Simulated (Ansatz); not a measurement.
# A series in volume scale on Bi

Plane-wave DFT, scalar-relativistic PAW made under PBE with cores redone for the functional, no dispersion; the given relaxed cell is scaled uniformly, energy at zero smearing counts from the unscaled cell, pressure at the given Fermi-Dirac smearing is positive in compression. The results are calculated, by Ansatz 0.2.0.

The cell before it is scaled or strained (space group P6_3/mmc, No. 194):
```
CELL_PARAMETERS angstrom
3.60810 0.00000 0.00000
-1.80410 3.12470 0.00000
0.00000 0.00000 12.20570
ATOMIC_POSITIONS crystal
Bi 0.00000 0.00000 0.00000
Bi 0.00000 0.00000 0.50000
Bi 0.33333 0.66667 0.25000
Bi 0.66667 0.33333 0.75000
```

Settings of every row: spin polarised no; functional BLYP; wave cutoff 420 eV; smearing width 0.1 eV; k mesh 11x11x3.

Atom starting moment: 0 on all atoms.

Limits: no spin-orbit coupling, which can matter with elements this heavy; the cell comes from a prototype or a list of computed structures and needn't be the stable phase.

| row | volume scale | V (Å³/atom) | pressure (GPa) | energy change per atom (meV) |
| --- | --- | --- | --- | --- |
| 1 | 0.88 | 30.274 | 7.06 | 78.6 |
| 2 | 0.92 | 31.65 | 4.14 | 31.65 |
| 3 | 0.96 | 33.026 | ? | ? |
| 4 | 1.04 | 35.779 | -1.46 | 6.98 |
| 5 | 1.08 | 37.155 | -2.62 | 25.13 |
| 6 | 1.12 | 38.531 | -3.54 | 52.2 |

Question: what pressure and energy change per atom should row 3 give?

Worked fit of pressure. Take u = (V_r/V)^(2/3) − 1 with V_r = 35.779 Å³ an atom, which is twice the finite (Eulerian) strain; such expansions in the strain, on which the Birch-Murnaghan equation of state is built, carry the rest volume and the bulk modulus. The shown rows have u = 0.11782, 0.08518, 0, -0.02484, -0.0482. Least squares give pressure = −1.479 + 51.039 × u + 180.37 × u² GPa; a straight line predicts inner rows, each left out in turn, worse (root mean square 0.52 against 0.051 GPa). The rows lie off it by 0.02, -0.04, 0.02, 0.02, -0.02. The pressure vanishes at u = 0.0265, or V = 34.4 Å³ an atom, and there the bulk modulus at fixed shape and fractions is B = −V dP/dV = (2/3)(1 + u) dP/du = 41.5 GPa. Letting shape and atoms relax would as a rule lower it, by much in layered, chain or molecular crystals. The withheld row has u = 0.05483, so the fit gives −1.479 + 51.039 × (0.05483) + 180.37 × (0.05483)² = 1.86 GPa.

The calculation gave 1.83 GPa. The fit lies 0.03 GPa (1.6 % of the value, 0.28 % of the column's range) above it; its largest miss of a shown row is 0.04 GPa.

Worked fit of energy change per atom. Take u = (V_r/V)^(2/3) − 1 with V_r = 35.779 Å³ an atom, which is twice the finite (Eulerian) strain; such expansions in the strain, on which the Birch-Murnaghan equation of state is built, carry the rest volume and the bulk modulus. The shown rows have u = 0.11782, 0.08518, 0, -0.02484, -0.0482. Least squares give energy change per atom = 6.657 − 499.241 × u + 9392.88 × u² meV; a straight line predicts inner rows, each left out in turn, worse (root mean square 27 against 0.88 meV). The rows lie off it by 0.38, -0.63, 0.32, 0.28, -0.34 (root mean square 0.41 meV). The withheld row has u = 0.05483, so the fit gives 6.657 − 499.241 × (0.05483) + 9392.88 × (0.05483)² = 7.52 meV.

The calculation gave 7.02 meV. The fit lies 0.50 meV (7.1 % of the value, 0.7 % of the column's range) above it; its largest miss of a shown row is 0.63 meV.
